## A dip where states should be piling up

At 5.28 eV below the Fermi level, the energy up to which the states are filled, the density of states of SrIr$_2$ does something odd. From the bottom of the band upwards the total first climbs to 1.44 states/eV/cell, but here it is down to 0.41. One row higher it jumps to 3.60. In a metal with broad, overlapping bands this near-emptiness looks like an error.

Density of states of SrIr$_2$ (six-atom cell, not relaxed) from Ansatz 0.2.0: scalar-relativistic DFT with the r2SCAN functional, PAW datasets and plane waves up to 500 eV, without spin polarisation. The k-mesh is 8×8×8, with Fermi–Dirac smearing of 0.1 eV. Orbital projections are summed over all atoms of an element.

| bin centre from the Fermi level (eV) | total (states/eV/cell) | on Ir d (states/eV/cell) | on Ir s (states/eV/cell) | on Sr s (states/eV/cell) | on Sr p (states/eV/cell) |
| --- | --- | --- | --- | --- | --- |
| -8.28 | 0.00 | 0.00 | 0.00 | 0.00 | 0.00 |
| -7.78 | 0.12 | 0.03 | 0.06 | 0.02 | 0.00 |
| -7.28 | 0.48 | 0.12 | 0.26 | 0.08 | 0.01 |
| -6.78 | 0.96 | 0.29 | 0.55 | 0.09 | 0.02 |
| -6.28 | 1.44 | 0.47 | 0.86 | 0.06 | 0.03 |
| -5.78 | 0.95 | 0.31 | 0.58 | 0.02 | 0.02 |
| -5.28 | 0.41 | 0.15 | 0.25 | 0.00 | 0.00 |
| -4.78 | 3.60 | 2.14 | 1.28 | 0.10 | 0.02 |
| -4.28 | 4.35 | 3.24 | 0.79 | 0.24 | 0.02 |
| -3.77 | 6.93 | 5.54 | 0.82 | 0.41 | 0.05 |
| -3.27 | 9.28 | 8.06 | 0.61 | 0.38 | 0.06 |
| -2.77 | 9.84 | 8.71 | 0.55 | 0.22 | 0.06 |
| -2.27 | 8.17 | 6.86 | 0.72 | 0.17 | 0.05 |
| -1.77 | 8.14 | 6.78 | 0.62 | 0.23 | 0.04 |
| -1.27 | 7.87 | 6.59 | 0.60 | 0.13 | 0.03 |
| -0.78 | 8.50 | 7.46 | 0.48 | 0.08 | 0.02 |
| -0.28 | 8.30 | 7.73 | 0.22 | 0.02 | 0.00 |
| 0.23 | 4.65 | 4.23 | 0.11 | 0.01 | 0.00 |
| 0.72 | 2.27 | 1.76 | 0.09 | 0.05 | 0.00 |
| 1.23 | 4.64 | 2.50 | 0.39 | 0.71 | 0.01 |
| 1.73 | 1.56 | 0.67 | 0.09 | 0.29 | 0.00 |
| 2.23 | 3.06 | 0.75 | 0.20 | 0.98 | 0.01 |
| 2.73 | 1.57 | 0.45 | 0.05 | 0.18 | 0.00 |
| 3.23 | 2.16 | 0.71 | 0.16 | 0.01 | 0.00 |

It is a boundary between two kinds of state. Below it lies a single band, made mostly from Ir s orbitals. Above it begins a crowd of bands made mostly from Ir d orbitals. One rule helps to place the main landmarks of the curve: a band holds two electrons per unit cell, so counting electrons shows how many bands' worth of states have been used up.

## First limit: nearly free electrons

Suppose the electrons at the bottom did not notice the individual atoms. They would fill a sphere of wave vectors with radius $k$, and the number of electrons in a cell of volume $V$ would be

$$N=\frac{V k^3}{3\pi^2},\qquad k^2=\frac{E-E_0}{\hbar^2/2m}.$$

Here $E$ is the energy reached, $E_0$ the band bottom and $m$ the free-electron mass. Only $E_0$ was adjusted, to the first four occupied rows, which gives $-7.80$ eV.

The next row, centred at $-5.78$ eV, was not used in that adjustment. Its upper edge is half a bin higher, at $-5.53$ eV, which is 2.27 eV above the bottom. With $\hbar^2/2m=3.81$ eV Å$^2$ and $V=6\times20.44=122.6$ Å$^3$,

$$k=\sqrt{2.27/3.81}=0.772\ \text{Å}^{-1},\qquad N=\frac{122.6\times0.772^3}{3\pi^2}\approx1.90.$$

The bins contain 1.98 electrons up to the same energy. The dip therefore begins just where one band's worth of electrons has been collected. The formula does less well one row earlier, with 1.31 electrons against 1.50 in the bins, so part of the close match is chance.

The agreement does not make these electrons truly free. About 59% of the hump is projected on Ir s and 31% on Ir d. A band built from atomic s orbitals also starts as a parabola, because its lowest state has neighbouring orbitals in phase and its energy rises smoothly as their phases begin to differ.

## Why the hump turns over

A free-electron curve would keep rising. In a crystal, each band has only a limited region of wave vectors, the Brillouin zone, and the growing sphere eventually reaches its faces. In the free-electron limit it touches the nearest face at $-5.99$ eV, next to the upper edge of the bin with the highest hump value.

Theory supplies the rest. Near these first faces, which are hexagonal, the lattice flattens the band, which crowds states into a narrow energy range and raises the peak. Beyond that energy the sphere pokes out through these faces. Only the part of its surface still inside the zone adds states to this band, and that part shrinks, so the density falls.

By the upper edge of the dip the free-electron formula gives 2.57 electrons, against 2.18 in the bins. The formula fails there because it knows of no zone that can fill up. Since 2.18 is already more than one band can hold, the next band has begun by then. No gap separates the two. The symmetry of this structure, space group Fd-3m, makes bands meet in pairs at the centres of the zone's square faces, so the lowest band must touch the second one there. The density between them can become small, but it cannot vanish over a range of energies.

## Second limit: iridium atoms far apart

Now take the opposite limit and pull the iridium atoms away from one another. Their d orbitals would no longer overlap, and the d states would collapse towards the sharp levels of the atom. With four Ir atoms in the cell and five d orbitals on each, there would be twenty of them, with room for forty electrons.

In the crystal each Ir has six Ir neighbours at 2.788 Å. Overlap spreads the levels into bands, with bonding combinations towards the bottom and antibonding ones towards the top. But d orbitals are compact, so the spread stays modest, and twenty bands share a range of a few electronvolts. That is why the block is so much taller than the hump, which is one band spread over a few electronvolts of its own.

The block is highest at $-2.77$ eV, where the total reaches 9.84 states/eV/cell. The smaller ups and downs between there and the Fermi level are too slight to interpret with this mesh and these wide bins.

## Why the Fermi level sits at the edge

Leaving out the semicore shells, the cell has 40 electrons to place. The low band and the twenty d bands together have room for $2+40=42$. The electrons should therefore run out just before the block does, and the Fermi level should lie close to its upper edge.

The table agrees. Across the Fermi level the total drops from 8.30 to 4.65 and then to 2.27 states/eV/cell. The count reaches 42 at about 0.5 eV, within this drop. A slightly different bin edge would shift that count by a few tenths of an electron, so the closeness supports the picture but does not identify each band. Nor is the edge a clean one: at some wave vectors a twenty-second band already lies below the Fermi level, so the block overlaps with the bands above it.

The comparison sets the available electrons in the primitive cell against two for the low band plus ten for each Ir atom. It works here because the d bands stay bunched together and a single band lies below them; other compounds were not tested.

The exact shape of the edge deserves less trust than its position. Spin–orbit coupling, absent here, is strong in Ir 5d and can move bands by a few tenths of an electronvolt. The cell is also stretched for this method, and a contracted one would normally have broader d bands. Spin polarisation was switched off, so the calculation cannot show whether the metal would form magnetic moments.

## Where a simple d band fails

It is tempting to draw the d band as a box of constant height that ends once all its states are used. Up to the Fermi level the projection finds 8.1 d electrons per Ir, a figure that depends somewhat on how the states are divided among orbitals. That leaves about 7.6 empty d states per cell. A box with the mean height of the filled part would hold them all below 1.2 eV.

The calculation puts fewer than half of them there. The density drops too early for the box, and the d character then trails far upwards, with about 2.2 states still to come above the last row. The edge at the Fermi level is thus the end of the crowded bands, but not the end of d character.

Mixing between orbitals reconciles the two statements. When a d orbital combines with an s or p orbital of higher energy, the lower combination takes in some s or p character, and an equal amount of d character moves into the upper one. Twenty bands can therefore be nearly complete at the edge while part of the d character sits in antibonding states well above it. The projections show the spread of character that this explanation needs, but they do not measure the strength of the mixing.

## The two rebounds above the edge

The total rises again at 1.23 and 2.23 eV. It also rises in the last row, but with no row above it that rise cannot be judged as a peak. The two peaks look alike, but the projections separate them when each is compared with the mean of its neighbours.

The first peak stands 2.7 states/eV/cell above its neighbours, and Ir d supplies 1.3 of this, more than twice the share of Sr s. Ir d is thus its largest part, though just under half of the rise, and this ties the peak to the d tail just described.

The second peak is different. It rises by 1.5 states/eV/cell, of which Sr s supplies about half and Ir d only a little. Strontium holds its outer electrons weakly, so its s orbital lies high in energy and appears most strongly among the empty states. More than a third of all states at 2.23 eV lie outside the listed orbitals, so "strontium s" names the largest listed part of this peak and not its majority.

The printed analysis below gives the electron counts, the free-electron comparison and the make-up of both peaks.

Numerical output:

```
electrons per cell expected outside the semicore shells: 40
electrons per cell counted from the bins up to the Fermi level: 39.81
electrons per cell counted up to the upper edge of each hump bin (-7.78 to -5.28 eV): 0.06, 0.3, 0.78, 1.5, 1.975, 2.18
free-electron count up to the same edges, one common band bottom: 0.07769, 0.3756, 0.7962, 1.31, 1.904, 2.566
Ir s share of the hump, percent: 58.72
Ir d share of the hump, percent: 31.42
free-electron band bottom, mean of the first four hump bins, eV: -7.799
spread of that bottom over the four bins, eV: 0.2737
free-electron energy at the nearest zone face (L), eV from the Fermi level: -5.985
free-electron energy at the farthest zone corner (W), eV from the Fermi level: -4.776
electrons per cell up to the upper edge of the 0.23 eV bin: 41.99
Ir d electrons per Ir atom up to the Fermi level: 8.091
Ir d share in the two bins next to the Fermi level, percent: 92.36
empty Ir d states per cell, ten d states per Ir assumed: 7.636
upper end of a rectangular d band with the mean filled height, eV: 1.212
empty Ir d states computed between the Fermi level and that end, per cell: 3.465
empty Ir d states left above the last bin, per cell: 2.225
rise of the total at 1.23 eV over the mean of its neighbours, states/eV/cell: 2.725
part of that rise on Ir d, states/eV/cell: 1.285
part of that rise on Sr s, states/eV/cell: 0.54
rise of the total at 2.23 eV over the mean of its neighbours, states/eV/cell: 1.495
part of the second rise on Ir d, states/eV/cell: 0.19
part of the second rise on Sr s, states/eV/cell: 0.745
states at 1.23 eV outside the listed projections, states/eV/cell: 1.03
states at 2.23 eV outside the listed projections, states/eV/cell: 1.12
```
